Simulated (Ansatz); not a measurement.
# Redistribution: CH3F + C3H6FI → CH3I + C3H6F2

Species: CH3F (fluoromethane) `CF`, singlet; C3H6FI `CC(I)CF`, singlet; CH3I (methyl iodide) `CI`, singlet; C3H6F2 `CC(F)CF`, singlet. The partners trade F for I; both sit on C, so the bond types are kept.

Shapes, held fixed at every level: PBE0-D4/def2-TZVP. Flexible molecules stand in one conformer, not always the lowest. Programs: Ansatz 0.2.0. Electronic energies: no zero-point or thermal term.

(1) Estimate ΔE of this reaction.

Results:

(1) The highest level, CCSD(T)/def2-TZVPP, gives ΔE = -18.3 kJ/mol; the levels span -24.4 to -18.3. The column of differences is taken from that level and isn't an error. No measured value is set beside it here. For atoms past krypton def2 sets carry core potentials with scalar relativity. Correlated rows may include outer-core shells of I, which these sets cover unevenly. Times are processor times on shared x86 and Arm servers, and rough.

| level | kind | ΔE (kJ/mol) | less CCSD(T)/def2-TZVPP | CPU time (sum over the molecules) |
| --- | --- | --- | --- | --- |
| PBE-D4/def2-TZVPP | GGA | -20.3 | -2.0 | 18 s |
| r2SCAN-D4/def2-TZVPP | meta-GGA | -23.6 | -5.3 | 33 s |
| B3LYP-D4/def2-TZVPP | global hybrid | -20.0 | -1.7 | 35 s |
| PBE0-D4/def2-TZVPP | global hybrid | -21.6 | -3.3 | 22 s |
| wB97M-V/def2-TZVPP | range-separated hybrid | -23.9 | -5.6 | 82 s |
| wB97X-V/def2-TZVPP | range-separated hybrid | -24.4 | -6.1 | 68 s |
| CCSD(T)/def2-TZVPP | coupled cluster or CI | -18.3 | 0.0 | 14 min |

Every level makes the exchange exothermic, so fluorine gains more than iodine from moving off methyl and onto the secondary carbon of the fluoropropyl skeleton. The likely cause is the polarity of the C–F bond: its carbon carries substantial positive charge, which alkyl groups stabilise by hyperconjugation and polarisation, whereas the nearly nonpolar C–I bond benefits much less. Moving the bulky iodine from a branched centre to methyl probably also relieves some steric repulsion. The neighbouring CH2F group should temper the electronic preference, since it withdraws charge from the same carbon, but the total energy doesn't separate these contributions.

The sign is therefore secure across the methods tested, while the magnitude is less so. All the functionals give a more exothermic reaction than CCSD(T), and the discrepancy doesn't shrink with functional class: B3LYP lies closest at -20.0 kJ/mol and wB97X-V furthest at -24.4 kJ/mol. That order is no ranking of accuracy, because coupled-cluster correlation energies converge slowly with basis size and the reference may itself shift by an amount comparable to the smaller gaps.
